# Notes: metal–oxide interface energy against oxygen activity, with Cu/MgO(111)

## 1. Premises

I consider a flat interface between a metal M and an oxide $\mathrm{A}_x\mathrm{O}_y$, and I assume:

1. Full equilibrium at temperature $T$ and hydrostatic pressure $P$. Atoms exchange between the interface and both bulk phases, and vacancy sources operate, so $\mu_M$, $\mu_A$, $\mu_O$ are each defined and uniform.
2. The oxide is a line compound that dissolves no M. Its Gibbs energy per formula unit, $g_{ox}(T,P)$, does not depend on $\mu_O$.
3. The metal is a dilute solution with $c_A$ and $c_O$ solute atoms per M atom.
4. Area is created at fixed strain of both crystals, so $\gamma$ is the interface free energy and not the interface stress.
5. $\mathrm{O_2}$ is an ideal gas, with standard pressure $p^\circ = 1$ bar.

Three components in two phases give $3-2+2=3$ degrees of freedom. With $T$ and $P$ fixed one remains, and I take it to be $\mu_O$.

## 2. The interface energy as an excess grand potential

I cut out a layer that contains the interface and reaches into unperturbed bulk on both sides. It holds $N_M$, $N_A$, $N_O$ atoms, and $\mathcal{A}$ is the total interface area, which is twice the cross-section for a periodic cell with two equivalent interfaces. For reversible changes

$$dU = T\,dS - P\,dV + \sum_i \mu_i\,dN_i + \gamma\,d\mathcal{A}.$$

Extending the layer sideways multiplies $U,S,V,N_i,\mathcal{A}$ by one factor, so Euler's theorem gives $U = TS - PV + \sum_i\mu_iN_i + \gamma\mathcal{A}$. With $G = U - TS + PV$,

$$\gamma = \frac{1}{\mathcal{A}}\Big[G - N_M\mu_M - N_A\mu_A - N_O\mu_O\Big]. \quad (1)$$

Differentiating the Euler form and subtracting $dU$ leaves, at fixed $T$ and $P$,

$$\mathcal{A}\,d\gamma = -N_M\,d\mu_M - N_A\,d\mu_A - N_O\,d\mu_O. \quad (2)$$

## 3. Eliminating $\mu_A$

Adding a formula unit to the bulk oxide costs nothing at equilibrium, so $x\mu_A + y\mu_O = g_{ox}$ and $\mu_A = (g_{ox} - y\mu_O)/x$. Then $N_A\mu_A = (N_A/x)g_{ox} - (y/x)N_A\mu_O$, and (1) becomes

$$\gamma = \frac{1}{\mathcal{A}}\Big[G - N_M\mu_M - \frac{N_A}{x}g_{ox} - \Big(N_O - \frac{y}{x}N_A\Big)\mu_O\Big]. \quad (3)$$

For the slope I use (2). Premise 2 gives $d\mu_A = -(y/x)\,d\mu_O$. The Gibbs–Duhem relation of the metal gives $d\mu_M = -c_A\,d\mu_A - c_O\,d\mu_O$. Inserting both,

$$\frac{d\gamma}{d\mu_O} = -\Gamma_O,\qquad \Gamma_O = \frac{1}{\mathcal{A}}\Big[(N_O - c_ON_M) - \frac{y}{x}(N_A - c_AN_M)\Big]. \quad (4)$$

This excess does not depend on where I cut the layer. Adding $n$ formula units of oxide changes the bracket by $yn - (y/x)xn = 0$. Adding $m$ metal atoms with their $c_Am$ and $c_Om$ solute atoms leaves both parentheses unchanged.

For $c_A, c_O \to 0$, $\mu_M$ equals $g_M$ of the pure metal and $\Gamma_O = [N_O - (y/x)N_A]/\mathcal{A}$, the coefficient already visible in (3). A cell with pure metal, referred to $g_M$, omits only the redistribution of solute near the interface. A dilute solute obeys $c \propto e^{\mu/kT}$, so $\int c\,d\mu = kTc$, and the omission is of order $kTc$ times the atom density of each metal plane affected.

## 4. From $\mu_O$ to the oxygen pressure

Equilibrium with a gas, real or notional, means $\mu_O = \frac12\mu_{O_2}$. For an ideal gas with thermal wavelength $\Lambda = h/\sqrt{2\pi m kT}$, internal partition function $q_{int}$ and ground-level energy $E_0$,

$$\mu_{O_2} = E_0 - kT\ln\Big[\frac{kT}{p\Lambda^3}q_{int}\Big] = g^\circ_{O_2}(T) + kT\ln\frac{p}{p^\circ}.$$

I define

$$\Delta\mu_O = \mu_O - \tfrac12 g^\circ_{O_2}(T) = \frac{kT}{2}\ln\frac{p_{O_2}}{p^\circ}. \quad (5)$$

A termination $j$ is a definite interface structure with fixed atom numbers. Its $G_j$ then depends on $T$ and $P$ alone, and (3) with $\mu_M = g_M$ reads

$$\gamma_j = \gamma_j^\circ(T) - \Gamma_j\,\Delta\mu_O = \gamma_j^\circ(T) - \Gamma_j\frac{kT}{2}\ln\frac{p_{O_2}}{p^\circ}, \quad (6)$$

where $\gamma_j^\circ$ is (3) evaluated at $\mu_O = \frac12g^\circ_{O_2}$. The slope is $-\Gamma_j$ against $\Delta\mu_O$ and $-\frac12\Gamma_jkT\ln10$ per decade of pressure.

The zero in (5) is the gas at $T$ and $p^\circ$, not the molecule at rest. With typical $\mathrm{O_2}$ constants (mass 32 u, rotational temperature 2.07 K, vibrational temperature 2240 K, electronic degeneracy 3, symmetry number 2), $q_{int} = 3\,(T/2\theta_r)/(1-e^{-\theta_v/T})$, and $\frac12(g^\circ_{O_2} - E_0) = -1.4$ eV at 1200 K. Lines and window must use the same zero.

## 5. Which termination is stable

At fixed $T,P,\mu_i$ the grand potential is minimal, so $\gamma(\Delta\mu_O) = \min_j\gamma_j$. A minimum of straight lines is concave, because each line lies on its own chords and the minimum at an intermediate point is then no lower than the chord of the minima. The slope $-\Gamma_O$ therefore never rises, and the equilibrium excess never falls as $p_{O_2}$ rises. Setting $\gamma_1 = \gamma_2$ in (6) gives

$$\Delta\mu_O^\times = \frac{\gamma_2^\circ - \gamma_1^\circ}{\Gamma_2 - \Gamma_1}, \quad (7)$$

with the O-richer structure stable above. A crossing is a real switch only if no third line lies below it and if it falls inside the window of the next section.

Equation (6) ignores intermediate fillings. Suppose structure 2 arises from structure 1 by filling $\Gamma_2 - \Gamma_1$ independent sites per area, each with free energy $\varepsilon$ on the scale (5). The grand partition function per site is $1 + e^{(\Delta\mu_O - \varepsilon)/kT}$, so

$$\gamma = \gamma_1 - (\Gamma_2-\Gamma_1)\,kT\ln\big[1 + e^{(\Delta\mu_O-\varepsilon)/kT}\big]. \quad (8)$$

Far below $\varepsilon$ this is $\gamma_1$. Far above, it is $\gamma_1 - (\Gamma_2-\Gamma_1)(\Delta\mu_O - \varepsilon)$, which is line 2 if $\varepsilon = \Delta\mu_O^\times$. The kink is rounded. At the crossing $\gamma$ lies $(\Gamma_2-\Gamma_1)kT\ln2$ below the lines, and the filling $f$ runs from 0.1 to 0.9 over $2kT\ln9$. A mean-field attraction $-\frac12Wf^2$ per site gives $\Delta\mu_O = \varepsilon - Wf + kT\ln[f/(1-f)]$, whose derivative $-W + kT/[f(1-f)]$ has the minimum $4kT - W$. In this mean-field picture the switch is a first-order jump only for $W > 4kT$.

## 6. The window

**Upper edge.** The lowest oxide $\mathrm{M}_a\mathrm{O}_b$ must not form, so $a\mu_M + b\mu_O < g_{M_aO_b}$. With $\mu_M = g_M$, (5) and $\Delta G_f^\circ = g_{M_aO_b} - ag_M - \frac b2g^\circ_{O_2}$, this is $\Delta\mu_O < \Delta G_f^\circ(\mathrm{M}_a\mathrm{O}_b)/b$.

**Lower edge.** I write $\mu_A = g_A + kT\ln a_A$, with pure A in its stable state at $T$ as reference. The oxide condition becomes $x\,kT\ln a_A + y\,\Delta\mu_O = \Delta G_f^\circ(\mathrm{A}_x\mathrm{O}_y)$. Lowering $\Delta\mu_O$ raises $a_A$ until a new phase appears at $a_A^{max} \le 1$. Together,

$$\frac{\Delta G_f^\circ(\mathrm{A}_x\mathrm{O}_y) - x\,kT\ln a_A^{max}}{y} < \Delta\mu_O < \frac{\Delta G_f^\circ(\mathrm{M}_a\mathrm{O}_b)}{b}. \quad (9)$$

The simple bound $\Delta G_f^\circ/y$ is the case $a_A^{max} = 1$. It is an outer limit, since an intermetallic or an alloy melt appears earlier wherever M and A form one. A stable ternary oxide lowers the upper edge in the same way. All $\Delta G_f^\circ$ are taken at $T$.

## 7. Illustration: Cu/MgO(111) at 1200 K

**Counting.** Along [111] rock salt alternates pure Mg and pure O planes with one site per $\sqrt3a^2/4$. A typical $a = 4.21$ Å gives $\Gamma_s = 13.03$ nm$^{-2}$. A symmetric slab with $n$ Mg planes, $n-1$ inner O planes and two outer O planes of occupancy $\theta$ has $N_O - N_{Mg} = 2\theta - 1$ per site column, shared by two interfaces, so $\Gamma_O = (\theta - \frac12)\Gamma_s$. I keep three structures: O-terminated ($\theta = 1$), stoichiometric S ($\theta = \frac12$, or any reconstruction with $\Gamma_O = 0$) and Mg-terminated ($\theta = 0$). The polar ones have $|\Gamma_O| = 6.51$ nm$^{-2}$, a slope $s = 1.044$ J m$^{-2}$ per eV. With $kT = 0.1034$ eV one decade is 0.119 eV, or 0.124 J m$^{-2}$.

**Window.** Typical formation free energies at 1200 K are $-470$ kJ/mol for MgO (from liquid Mg) and $-83$ kJ/mol for $\mathrm{Cu_2O}$. They give $\Delta\mu_l = -4.871$ eV and $\Delta\mu_u = -0.860$ eV, a width of 4.01 eV, over which a polar line changes by 4.19 J m$^{-2}$. These numbers need no model of the bonding. Solid Cu typically gives way to a Cu–Mg melt at a few per cent Mg at this temperature. An assumed $a_{Mg}^{max} = 0.01$ raises the lower edge by 0.476 eV.

**Intercepts.** These are assumed: $\gamma_O = 0.9$ J m$^{-2}$ at $\Delta\mu_u$, $\gamma_S = 2.0$ J m$^{-2}$, $\gamma_{Mg} = 1.3$ J m$^{-2}$ at $\Delta\mu_l$. Internal oxidation in a Cu/$\mathrm{Cu_2O}$ (Rhines) pack holds the surface at $\Delta\mu_u$ and typically yields octahedral precipitates with O-terminated {111} facets. I chose $\gamma_O$ to reproduce this. In the Wulff construction the octahedron vertex lies at $\sqrt3\gamma_{111}$, here 1.56 J m$^{-2}$, which stays below an assumed $\gamma_{100} = 1.8$ J m$^{-2}$, so no cube facet cuts it. That behaviour is thus an input and no test of the model. The lines are

$$\gamma_O = 0.9 + s(\Delta\mu_u - \Delta\mu_O),\qquad \gamma_S = 2.0,\qquad \gamma_{Mg} = 1.3 + s(\Delta\mu_O - \Delta\mu_l).$$

The last digit of each table entry is carried for the arithmetic only. Energies are in J m$^{-2}$.

| point | $\Delta\mu_O$ (eV) | $\log_{10}(p/p^\circ)$ | $\gamma_O$ | $\gamma_S$ | $\gamma_{Mg}$ |
|---|---|---|---|---|---|
| $\mathrm{Cu_2O}$ edge | $-0.860$ | $-7.2$ | 0.90 | 2.00 | 5.49 |
| O/S crossing | $-1.914$ | $-16.1$ | 2.00 | 2.00 | 4.39 |
| S/Mg crossing | $-4.201$ | $-35.3$ | 4.39 | 2.00 | 2.00 |
| edge at $a_{Mg} = 0.01$ | $-4.395$ | $-36.9$ | 4.59 | 2.00 | 1.80 |
| edge at $a_{Mg} = 1$ | $-4.871$ | $-40.9$ | 5.09 | 2.00 | 1.30 |

The O and Mg lines cross at $-3.06$ eV and 3.19 J m$^{-2}$, above $\gamma_S$, so that crossing is not a switch. The Mg termination survives in a slice 1.6 decades wide, and it leaves the window once its intercept exceeds 1.50 J m$^{-2}$, although the bound with $a_{Mg} = 1$ would still admit it. Pressures this low are labels for an activity, set in practice by the Mg content of the alloy.

If the O/S switch follows (8), with the half plane of S held as a fixed sublattice, $\gamma$ is lowered by 0.075 J m$^{-2}$ at the crossing. The filling goes from 0.1 to 0.9 over 0.45 eV, or 3.8 decades, and at the upper edge a fraction $4\times10^{-5}$ of these sites is empty. A jump needs $W > 0.41$ eV.

The model's switch from the stoichiometric to the O-terminated interface lies near $10^{-16}$ bar. It belongs to the model and not to the material. A change of 0.3 J m$^{-2}$ in $\gamma_S - \gamma_O$ moves it by 2.4 decades, while the slopes and the upper edge stay fixed.

## 8. Range of validity

- **Equilibrium.** During internal oxidation $\mu_O$ falls from the surface to the reaction front. Equation (6) applies locally, and with the pack value only after the oxygen profile has levelled out.
- **Dilute metal.** An assumed $c_{Mg} = 0.03$ near the lower edge gives $kTc = 0.003$ eV. A Cu(111) plane holds 17.7 nm$^{-2}$ for a typical $a_{Cu} = 3.61$ Å, so the omitted term is 0.009 J m$^{-2}$ per affected plane.
- **Line compound.** Oxides with wide non-stoichiometry, or with dissolved M, bend the lines, and (4) then needs the oxide's own Gibbs–Duhem relation.
- **Strain.** For equal in-plane strains $\epsilon$ on (111), relaxing the normal strain leaves an energy density $M\epsilon^2$ with $M = 6C_{44}(C_{11}+2C_{12})/(C_{11}+2C_{12}+4C_{44})$. The compiled room-temperature constants of Cu (168.3, 121.2, 75.7 GPa; Blaschke) give $M = 261$ GPa. Forcing Cu onto MgO site for site needs $\epsilon = 0.166$ and costs 1.5 J m$^{-2}$ per Cu plane of spacing $a_{Cu}/\sqrt3$. Linear elasticity gives only the order at such a strain, but the term rivals $\gamma$ itself, so $g_M$ must be taken at the strain of the cell. A 7:6 coincidence cell needs less than 0.1 % with these lattice parameters.
- **Vibrations.** 1200 K exceeds the compiled Debye temperatures of Cu (343 K, Wikipedia) and MgO (945 K, Råsander 2015), so I use the classical form $3kT[\ln(\Theta/T) - \frac13]$ per atom. An assumed shift $\delta\ln\Theta = 0.1$ in one plane changes an intercept by 0.065 J m$^{-2}$ and a crossing by 0.5 decade. Slopes are untouched.
- **Reference.** Confusing the two oxygen zeros of section 4 displaces a polar line by 1.4 J m$^{-2}$.
- **Geometry.** A typical linear expansion of MgO by 1.2 % up to 1200 K lowers $\Gamma_s$ by 2.4 %. Dropping $PV$ at 1 bar in a layer 1 nm thick costs $1\times10^{-4}$ J m$^{-2}$. For a facet an assumed 10 nm from the precipitate centre, the capillary estimate $2\gamma/r = 0.18$ GPa raises $g_{ox}$ by 0.02 eV per formula unit of volume $a^3/4$.
- **Completeness.** The envelope of the lines tried is an upper bound to $\gamma$, since any structure left out can only lower the minimum.